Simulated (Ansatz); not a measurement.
# Mo: pressure against volume scale

All results are calculated (Ansatz 0.2.0). Free energy against uniform scaling of the volume at fixed shape and fractions; periodic cell, basis, potentials, k mesh and filling as listed.

The cell before it is scaled or strained (space group P6/mmm, No. 191):
```
Mo
1.0
      2.7355     0.0000     0.0000
     -1.3678     2.3690     0.0000
      0.0000     0.0000     2.5552
Mo
1
Direct
  0.00000 0.00000 0.50000
```

Settings of every row: functional r2SCAN; dispersion none; potentials PAW; wave cutoff 500 eV; density cutoff 2000 eV; k mesh 12x12x11; k shift 0x0x0; occupations fermi dirac; smearing width 0.1 eV; spin none.

Limits: coarse k mesh, up to 40 meV an atom off; the cell comes from a prototype or a list of computed structures and needn't be the stable phase.

```
row  volume scale  V (Å³/atom)  pressure (GPa)  energy above lowest point (meV/atom)
  1          0.94       15.565            14.9                                  43.3
  2          0.96       15.896            9.36                                  18.3
  3          0.98       16.228            4.36                                   4.3
  4             1       16.559               ?                                     ?
  5          1.02        16.89           -4.22                                   4.6
  6          1.04       17.221           -7.89                                  17.2
  7          1.06       17.552           -11.2                                    37
```

Question: what pressure should row 4 give?

Worked fit of pressure. Take u = (V_r/V)^(2/3) − 1 with V_r = 16.559 Å³ an atom, which is twice the finite (Eulerian) strain; such expansions in the strain, on which the Birch-Murnaghan equation of state is built, carry the rest volume and the bulk modulus. The shown rows have u = 0.04213, 0.02762, 0.01355, -0.01311, -0.02579, -0.03808. Least squares give pressure = −0.153 + 321.8 × u + 837.3 × u² GPa; a straight line predicts inner rows, each left out in turn, worse (root mean square 0.5 against 0.013 GPa). The rows lie off it by 0.01, -0.01, 0.00, 0.01, 0.01, -0.01. The pressure vanishes at u = 0.0005, or V = 16.55 Å³ an atom, and there the bulk modulus at fixed shape and fractions is B = −V dP/dV = (2/3)(1 + u) dP/du = 215 GPa. Letting shape and atoms relax would as a rule lower it, by much in layered, chain or molecular crystals. The withheld row has u = 0, so the fit gives −0.153 + 321.8 × (0) + 837.3 × (0)² = -0.15 GPa.

The calculation gave -0.15 GPa. The fit meets it to the printed digit.

The other values of row 4: energy above lowest point 0 meV/atom.
